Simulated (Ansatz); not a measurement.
# Predicting a hybrid from its neighbours: BI3 (boron triiodide)

The species is BI3 (4 atoms), meant as a singlet with charge 0. SMILES: `IB(I)I`. Geometry: relaxed at PBE0-D4/def2-TZVP.

The vertical energy of the triplet above the singlet y, in eV, basis def2-SVP with a core potential; a is the functional's share of exact exchange. Programs: Ansatz 0.2.0.

| functional | program | a | y (eV) |
| --- | --- | --- | --- |
| revPBE | Ansatz | 0 | 3.08 |
| PBE | Ansatz | 0 | 3.08 |
| B3LYP | Ansatz | 0.2 | 3.32 |
| r2SCAN0 | Ansatz | 0.25 | 3.32 |
| PBE0 | Ansatz | 0.25 | ? |
| BHLYP | Ansatz | 0.5 | 3.62 |

Problem. Fit y = c + s·a to the known rows and predict PBE0.

Solution. 
1. Means of the 5 rows: a = 0.1900, y = 3.284.
2. Σ(Δa)² = 0.172, Σ(Δa·Δy) = 0.1842, so the slope is 0.1842/0.172 = 1.0709.
3. Intercept: 3.284 − (1.0709) × 0.1900 = 3.081. The largest residual of the fit is 0.029.
4. PBE0: 3.081 + (1.0709) × 0.25 = 3.35 eV.

The run gave 3.32 eV, so the prediction is off by +0.03 eV, about the largest residual. Spin-orbit coupling is left out.

The triplet energy rises with the share of exact exchange across the set, from 3.08 eV for the two semilocal functionals to 3.62 eV for BHLYP, but B3LYP and r2SCAN0 break the strict order by giving the same value at different shares. PBE and PBE0 are the cleanest comparison, since they differ only in exact exchange, and they confirm the upward shift.

In planar BI3 the highest occupied orbitals are essentially iodine lone pairs, while the lowest empty one is the out-of-plane boron p orbital, mixed in antibonding fashion with iodine p. The lowest triplet therefore probably moves charge from iodine towards boron, and exact exchange would raise its cost by widening the separation between donor and acceptor levels.

The fit supports interpolation among these functionals for this molecule; it does not identify which share of exchange is most accurate. Nor does a vertical energy show whether the triplet would stay planar or stretch a B–I bond once relaxed.
